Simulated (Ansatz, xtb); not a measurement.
Ligand exchange: GeH3Br + SiH3Br → GeH4 + SiH2Br2

Species: GeH3Br `[GeH3][Br]`, singlet; SiH3Br `[SiH3]Br`, singlet; GeH4 (germane) `[GeH4]`, singlet; SiH2Br2 `Br[SiH2]Br`, singlet. The partners trade Br for H: Ge–Br and Si–H bonds give way to Ge–H and Si–Br.

Shapes, held fixed at every level: PBE0-D4/def2-TZVP. Programs: Ansatz 0.2.0, xtb 6.7.1. The zero-point and thermal change to 298 K, harmonic and unscaled (PBE0-D4/def2-TZVP), is -0.9 kJ/mol.

Question: Estimate ΔH(298 K) of this reaction.

Answer: The highest level, CCSD(T)/def2-TZVPP, gives ΔH(298 K) = -12.2 kJ/mol; the levels span -16.9 to +48.3. They disagree on the sign: 1 of 9 are positive. GFN2-xTB strays far from the other rows. The column of differences is taken from that level and isn't an error. No measured value is set beside it here. Relativity is left out for Br, Ge unless named. Correlated rows may include outer-core shells of Br, Ge, which these sets cover unevenly.

```json
{"level": "GFN2-xTB", "kind": "semi-empirical", "ΔH(298 K) (kJ/mol)": "+48.3", "less CCSD(T)/def2-TZVPP": "+60.5"}
{"level": "PBE-D4/def2-TZVPP", "kind": "GGA", "ΔH(298 K) (kJ/mol)": "-16.9", "less CCSD(T)/def2-TZVPP": "-4.7"}
{"level": "BHLYP-D4/def2-TZVPP", "kind": "global hybrid", "ΔH(298 K) (kJ/mol)": "-10.2", "less CCSD(T)/def2-TZVPP": "+2.0"}
{"level": "r2SCAN0-D4/def2-TZVPP", "kind": "global hybrid", "ΔH(298 K) (kJ/mol)": "-14.7", "less CCSD(T)/def2-TZVPP": "-2.5"}
{"level": "wB97X-V/def2-TZVPP", "kind": "range-separated hybrid", "ΔH(298 K) (kJ/mol)": "-12.0", "less CCSD(T)/def2-TZVPP": "+0.2"}
{"level": "CCSD(T)/def2-SVP", "kind": "coupled cluster or CI", "ΔH(298 K) (kJ/mol)": "-10.4", "less CCSD(T)/def2-TZVPP": "+1.8"}
{"level": "CCSD/def2-SVP", "kind": "coupled cluster or CI", "ΔH(298 K) (kJ/mol)": "-9.2", "less CCSD(T)/def2-TZVPP": "+3.0"}
{"level": "CCSD/def2-TZVPP", "kind": "coupled cluster or CI", "ΔH(298 K) (kJ/mol)": "-10.5", "less CCSD(T)/def2-TZVPP": "+1.7"}
{"level": "CCSD(T)/def2-TZVPP", "kind": "coupled cluster or CI", "ΔH(298 K) (kJ/mol)": "-12.2", "less CCSD(T)/def2-TZVPP": "0.0"}
```

Moving bromine from germanium to silicon is modestly exothermic: every density functional and coupled-cluster row puts the enthalpy between -16.9 and -9.2 kJ/mol. Silicon is the more electropositive centre, because the filled 3d shell of germanium screens its nuclear charge poorly and holds its valence electrons more tightly. Silicon therefore gains more from a polar bond to bromine, while hydrogen, closer in electronegativity to both, discriminates less between them. Both Si–H and Si–Br bonds are stronger than their germanium counterparts, so only the difference between these two preferences survives, which explains the small net value.

Perturbative triples and the larger basis each shift the coupled-cluster result slightly towards products, leaving the sign intact. The positive GFN2-xTB value runs against the known preference of halogens for silicon and probably reflects element-specific parameters whose errors don't cancel when bonds change partners. Since the product carries two bromines on one silicon, the enthalpy also contains a geminal Br/Br interaction that this reaction alone can't separate from the intrinsic Si/Ge preference.
